Dear colleague,

Your refinement of tetragonal BaTiO3 needs two oxygen entries where the cubic perovskite needs one, and you asked whether the pattern "three oxygens become one plus two" can be had before any data are taken. It can. It follows from a counting theorem on cosets, set out for Wyckoff positions by Wondratschek in 1993, which I derive here in full and then apply to your crystal.

1. Premises and conventions

An operation g = (W, w) sends the point x, in fractional coordinates, to Wx + w. In a product gh the operation h acts first, so (W, w)(V, v) = (WV, Wv + w).

Premise A. G is a space group: a group of isometries whose pure translations form a lattice T_G of rank three and whose linear parts W form a finite group P_G, the point group. The map (W, w) → W is a homomorphism of G onto P_G with kernel T_G, so T_G is normal and [G:T_G] = |P_G|.

Premise B. H is a subgroup of G of finite index n = [G:H]. I mean a concrete subgroup, with orientation and origin fixed inside G, and not merely a space-group type. The index is the number of right cosets Hg, and also of left cosets gH, since g → g⁻¹ turns Hg into g⁻¹H.

The orbit of a point X is GX = {gX}. The site group of X in G is S = S_G(X) = {g in G : gX = X}. Two points belong to the same Wyckoff position of G when their site groups are conjugate in G. An orbit is one set of equivalent atoms; a Wyckoff position is a family of orbits.

2. The theorem

Step 1. S is finite. A non-zero translation fixes no point, so S ∩ T_G holds only the identity. The homomorphism (W, w) → W is therefore one-to-one on S. Hence S is isomorphic to a subgroup of P_G, and |S| divides |P_G|.

Step 2. Points of the orbit are left cosets of S. We have g′X = gX exactly when g⁻¹g′X = X, that is g⁻¹g′ in S, that is g′ in gS. Further, f fixes gX exactly when g⁻¹fg fixes X, so

(1) S_G(gX) = g S g⁻¹.

All points of the orbit have conjugate site groups, of the same order |S|.

Step 3. H-orbits are double cosets. Two points gX and g′X lie in one H-orbit when g′X = hgX for some h in H. By Step 2 this says g′ is in hgS for some h, that is

(2) g′ in HgS = {h g s : h in H, s in S}.

Lying in one H-orbit is an equivalence relation on the points; by (2) the sets HgS are the classes it induces on G, so two double cosets are either equal or disjoint, and together they fill G:

(3) G = Hg₁S ∪ Hg₂S ∪ … , disjoint.

With X_i = g_iX the orbit GX is the disjoint union of the H-orbits HX_i, one for each double coset.

Step 4. The new site groups. An element of H fixes X_i exactly when it lies in S_G(X_i), so by (1)

(4) S_H(X_i) = H ∩ g_i S g_i⁻¹.

Conjugating back with g_i gives the subgroup K_i = g_i⁻¹ S_H(X_i) g_i = S ∩ g_i⁻¹Hg_i of S, which has the same order as S_H(X_i).

Step 5. Right cosets of H inside one double coset. G, H and each HgS are infinite, so elements cannot be counted, but right cosets of H can. The set Hg_iS is the union of the cosets Hg_i s with s running over S. Two of them coincide, Hg_i s′ = Hg_i s, exactly when g_i s′ s⁻¹ g_i⁻¹ is in H, that is when s′s⁻¹ is in g_i⁻¹Hg_i. Since s′s⁻¹ is also in S, the condition is s′ in K_i s. Each distinct coset is thus produced by exactly |K_i| elements of S, and the number of distinct cosets is

(5) R_i = |S| / |K_i| = |S_G(X)| / |S_H(X_i)|.

This is the reduction factor: the factor by which the order of the site group drops on orbit i. By Lagrange's theorem it is an integer that divides |S|.

Step 6. The sum. By (3) every right coset of H lies in exactly one double coset, and there are n right cosets in all. Since each R_i is at least 1, the number r of double cosets is finite, r ≤ n, and

(6) [G:H] = R₁ + R₂ + … + R_r.

Step 7. From orbits to Wyckoff positions. Let Y be another point of the Wyckoff position of X. Its site group is f⁻¹Sf for some f in G, so by (1) the point Y′ = fY of its orbit has site group exactly S. The decomposition (3) depends only on H and S, and (4) gives S_H(g_iY′) = S_H(g_iX). The pieces of both orbits have identical site groups in H and fall into the same Wyckoff positions of H. The splitting scheme is a property of the Wyckoff position, whatever the values of its free coordinates. Nothing forbids two of the r pieces from falling into the same Wyckoff position of H; they remain distinct orbits.

3. Consequences

Normal subgroup. If H is normal, g_i⁻¹Hg_i = H, every K_i equals S ∩ H, all reduction factors equal R = |S|/|S ∩ H|, and r = n/R. Unequal reduction factors prove that H is not normal. For n = 2 the subgroup is always normal and there are two cases only: the orbit splits in two and keeps its site symmetry (1 + 1), or it stays whole and the site group is halved (2).

General position. If S is trivial, every R_i is 1 and the orbit splits into n pieces.

Multiplicity. Take H = T_G, which is normal with index |P_G| and meets S trivially. Then R = |S|, and the number of T_G-orbits, which is the number of points per primitive cell, is

(7) m_G(X) = |P_G| / |S_G(X)|.

The tabulated multiplicity is this number times the number of lattice points in the conventional cell.

Factorisation of the index. Let T_H = H ∩ T_G and i_k = [T_G:T_H]. It is finite, because two translations in different cosets of T_H lie in different cosets of H, so i_k ≤ n. A sublattice of finite index has rank three, so H is a space group, with a primitive cell i_k times larger. Counting [G:T_H] through T_G gives |P_G| i_k, and through H gives n|P_H|. Therefore

(8) n = i_t i_k, with i_t = |P_G| / |P_H|.

Atom fractions. A primitive cell of H holds i_k m_G atoms of the parent orbit, and by (7) applied to H it holds m_H,i = |P_H|/|S_H(X_i)| atoms of piece i. The fraction is

(9) f_i = m_H,i / (i_k m_G) = [|P_H| / |S_H(X_i)|] · |S| / (i_k |P_G|) = R_i / n.

So (6) is the statement that the fractions add up to one: no atom is lost or made. In practice (9) is the quickest test of a proposed splitting scheme.

Chains. For G > M > H the theorem applies twice, and the factors multiply along each branch, since |S_G|/|S_H| = (|S_G|/|S_M|)(|S_M|/|S_H|) for one and the same point.

Domain states. Let D be a low-symmetry state whose stabiliser in G is H. The states gD correspond to the n left cosets gH. Inversion maps Hg_iS onto Sg_i⁻¹H and its R_i right cosets onto R_i left cosets. These are the states s g_i⁻¹D, the orbit of g_i⁻¹D under S. Applying g_i s⁻¹ to the whole crystal carries the site X in the state s g_i⁻¹D to the site X_i in the state D. Hence R_i is the number of domain states in which one fixed site of the parent structure ends up as type i, and (6) sorts the n domain states by what they do to that site.

Free coordinates. A displacement field u on the orbit HX_i preserves H when u(hX_i) = W_h u(X_i), W_h being the linear part of h. The field is fixed by the single vector u(X_i), and it is well defined exactly when that vector is left unchanged by every W of S_H(X_i). The average of these W over the group is the projector on the invariant vectors, and the trace of a projector is its rank, so the number of free coordinates is

(10) d_i = (1/|S_H(X_i)|) Σ tr W, the sum running over S_H(X_i).

The same formula, with tr W replaced by the character of a tensor representation, counts the independent components of a local tensor at the site.

4. Oxygen in BaTiO3

Parent. G = Pm-3m (No. 221), with Ba at the origin (1a), Ti at (½,½,½) (1b), and O on 3c at X₁ = (0,½,½), X₂ = (½,0,½), X₃ = (½,½,0). The group is symmorphic: it consists of all (W, t) with t an integer vector and W one of the 3!·2³ = 48 signed permutation matrices. A matrix W belongs to the site group of X when t = X − WX is an integer vector. Because −½ and ½ differ by an integer, the signs do not matter for oxygen; W must only leave the zero coordinate in its place. For X₃ this allows two permutations (x and y kept or exchanged) and eight sign choices, so |S| = 16, the group 4/mmm with its axis along z, the Ti–O–Ti line. Equation (7) gives 48/16 = 3, as the label 3c says.

Subgroup. A polarisation along +z keeps all translations and those W that leave the vector (0,0,1) unchanged: two permutations times four signs of x and y, so |P_H| = 8. This is H = P4mm (No. 99), with i_k = 1 and n = i_t = 48/8 = 6.

Double cosets. Take X = X₃. An element of H never moves a coordinate into or out of the z slot, so X₃ is not H-equivalent to X₁ or X₂. The fourfold rotation (x,y,z) → (−y,x,z) is in H and sends X₁ to (−½,0,½), a lattice translate of X₂. There are thus two H-orbits, with representatives g₁ = identity and g₂ = the threefold rotation (x,y,z) → (z,x,y), which sends X₃ to X₁.

Orbit 1, O1, at (½,½,z). All 8 matrices of P_H leave the zero in the z slot, so the site group is 4mm, of order 8. The multiplicity is 8/8 = 1, position 1b, and R₁ = 16/8 = 2.

Orbit 2, O2, at (0,½,z) and (½,0,z). For X₁ the permutation must keep the x slot (site condition) and the z slot (membership of H), so it is the identity, and the 4 signs of x and y remain. The operations are the identity, x → −x, y → 1 − y, and their product, a twofold axis along z: the group mm2, written 2mm. in the tables, of order 4. The multiplicity is 8/4 = 2, position 2c, and R₂ = 16/4 = 4.

The sum is 2 + 4 = 6 = [G:H]. A direct count confirms (5). Each double coset contains all lattice translates of its elements, since T_G lies in H, so it can be measured by its matrices W. Of the 48, 16 send X₃ to a translate of X₃ and 32 to a translate of X₁ or X₂. A coset of H holds 8 matrices, so the double cosets hold 16/8 = 2 and 32/8 = 4 cosets. The fractions (9) are 2/6 and 4/6, one third and two thirds.

The domain reading is the one to remember. The six domain states have polarisation along ±x, ±y, ±z. The site group 4/mmm of X₃ sorts them into {+z, −z} and {+x, −x, +y, −y}. An oxygen becomes O1, apical, in the 2 states polarised along its own Ti–O–Ti line, and O2, equatorial, in the other 4. The factors are unequal, as they may be because P4mm is not normal in Pm-3m: a threefold rotation turns it into the group with the polar axis along x or y.

The chain through M = P4/mmm (No. 123), whose 16 matrices keep the z axis as a line, shows where each thing happens. In the first step, of index 48/16 = 3, the site orders are 16 at X₃ (1c, 4/mmm) and 8 at X₁ (2e, mmm), so 1 + 2 = 3: the orbit splits here. The second step has index 2 and halves both site groups, 16 → 8 and 8 → 4, with no further splitting. The products 1·2 = 2 and 2·2 = 4 are the factors above. A tetragonal strain alone makes the oxygens inequivalent; the polarisation then removes the inversion centre from both.

Ba and Ti have the site group m-3m of order 48 and go to 1a and 1b of P4mm with order 8: a single orbit each, R = 6. Ti and O1 share the position 1b as two different orbits.

What you refine. For 4mm the traces are 3 (identity), 1 (two fourfold rotations), −1 (twofold rotation) and 1 (four mirrors); they add up to 8, and (10) gives d = 1. For mm2 they are 3, −1, 1, 1, adding up to 4, and again d = 1. In the cubic phase every occupied site contains the inversion and d = 0. Ba, Ti, O1 and O2 thus bring four z coordinates. A common shift along the polar axis is a choice of origin, so three are left to refine.

What a local probe sees. The electric field gradient is a symmetric traceless tensor, with character χ(W) = [(tr W)² + tr W²]/2 − 1. This gives 5 for the identity, −1 for a fourfold rotation and 1 for a twofold rotation or a mirror. For O1 the sum is 5 − 2 + 1 + 4 = 8, so one component and asymmetry parameter η = 0. For O2 the sum is 5 + 1 + 1 + 1 = 8 over a group of order 4, so two components, with principal axes along x, y, z and η not fixed by symmetry. A quantitative ¹⁷O powder NMR spectrum should hold two patterns of weight 1 : 2, the weaker one axial. Whether they are resolved is not a question symmetry answers.

Bonds. The theorem holds for any point, occupied or not. A point on a Ti–O bond, (x,½,½), lies on 6f of Pm-3m with site group 4mm of order 8. In P4mm the points above and below Ti each keep order 8 and are not related to each other, and the points in the plane keep only a mirror, order 2. The factors are 1 + 1 + 4 = 6: one bond up, one bond down and four equal equatorial bonds.

Numbers. The compiled lattice constants of the tetragonal phase at 300 K are a = 3.994 Å and c = 4.034 Å (as listed by Wikipedia). Then c/a = 1.0100 and the cell volume is a²c = 64.35 Å³. The number densities are 15.54 nm⁻³ for O1 and 31.08 nm⁻³ for O2, 46.62 nm⁻³ in total. A cube of the same volume has an edge of 4.007 Å, against which the strains are −0.33 % along a and +0.67 % along c.

With strain alone, all atoms at their cubic fractional coordinates, the bonds would be c/2 = 2.017 Å (twice) and a/2 = 1.997 Å (four times), a spread of 0.020 Å. That model has symmetry P4/mmm, and it understates the spread of bond lengths in the real crystal by a large factor. To show the size, fix z(Ba) = 0 and take as inputs shifts of typical magnitude, approximate only: z(Ti) = ½ + 0.015, z(O1) = −0.025, z(O2) = ½ − 0.015. The bond up spans 0.975 − 0.515 = 0.460 of c, or 1.86 Å. The bond down spans 0.540 of c, or 2.18 Å. Ti sits 0.030 c = 0.12 Å above the O2 plane, so the equatorial bond is √[(a/2)² + (0.030 c)²] = 2.00 Å. The spread is 0.32 Å, more than ten times the strain-only figure. The second decimal of the apical bonds moves with the assumed shifts and should come from your refinement. Two facts do not move: the two apical bonds add up to c, and the O2–O2 edge of the octahedron is a/√2 = 2.824 Å, since both atoms of 2c share one z.

5. Range of validity

The proof used only that G acts on points, that S is finite and that the index is finite. Within these premises (2) to (9) are exact. Their use on a real crystal needs the following.

The embedding must be given. A conjugate subgroup fHf⁻¹ gives the same set of factors, since its orbits are the images under f of the H-orbits. The letters depend on the origin: with Ti at the origin oxygen is on 3d and goes to 1a + 2c, with the same 2 + 4. Non-conjugate subgroups of one type can split differently. Keep all 48 matrices about a chosen origin but only the translations with even t₁ + t₂ + t₃; this is Fm-3m (No. 225) in a doubled cell, with i_t = 1 and i_k = n = 2. With the origin on the B cation of a perovskite ABO3, the B sites at (0,0,0) and (1,0,0) both keep order 48 and are no longer related (1 + 1, positions 4a and 4b, rock-salt order on B). The A site drops from 48 to 24 (R = 2, position 8c) and oxygen from 16 to 8 (R = 2, position 24e, 48/8 = 6 atoms per primitive cell, twice the parent's 3 as (9) requires). With the origin on A the roles of the cations are exchanged.

Strain must be taken out. The distorted crystal has a new metric, so its group is strictly a subgroup of an affine image of G. In fractional coordinates the matrices are unchanged: the 8 matrices of P4mm preserve the metric diag(a², a², c²), and so do all 16 of 4/mmm, while the other 32 do not. The counting involves no metric and is unaffected.

Displacements must be small enough that each atom can be traced to its parent site. A shift u allowed by (10) keeps S_H(X_i). It cannot enlarge it when |u| < δ/2, where δ is the shortest distance within the H-orbit: an element h that moves X_i obeys |h(X_i + u) − (X_i + u)| ≥ δ − 2|u| > 0. For O2, δ/2 = a/(2√2) = 1.41 Å against a shift of 0.015 c = 0.06 Å; for O1, δ/2 = a/2 against 0.025 c = 0.10 Å. The condition is met with a wide margin. It has no meaning for a reconstructive transition, where no group–subgroup relation links the phases, nor for an incommensurate phase, whose translations do not form a sublattice of finite index in three dimensions.

The groups describe the structure averaged over the time and length scales of the probe. In BaTiO3 a much-used picture has Ti locally off centre towards the ⟨111⟩ directions, with the Bragg average on the axis. The theorem covers such a split-atom model as well. The position 8g (x,x,x) has site group 3m of order 6; in P4mm the four points on the +z side and the four on the −z side of the centre each keep a diagonal mirror, order 2, so 8g → 4d + 4d with 3 + 3 = 6, and the two sets may have different occupancies. A probe faster or more local than the averaging may see oxygen environments of lower symmetry than 4mm and mm2.

Double groups change nothing. The extra element, the rotation by 2π, fixes every point and lies in both double groups; the index is unchanged, every site order doubles, and each R_i stays as it is. For magnetic groups the proof stands with time reversal counted as an operation that fixes every point; if it is in G and lost in H, it enters both the index and the reduction factors.

Finally, the theorem fixes the number of independent orbits, their weights, their site groups and their free parameters. It gives no magnitude. Inequivalent sites may happen to look alike, and near a continuous transition all differences between them go to zero while the count 2 + 4 = 6 holds as long as the symmetry is P4mm.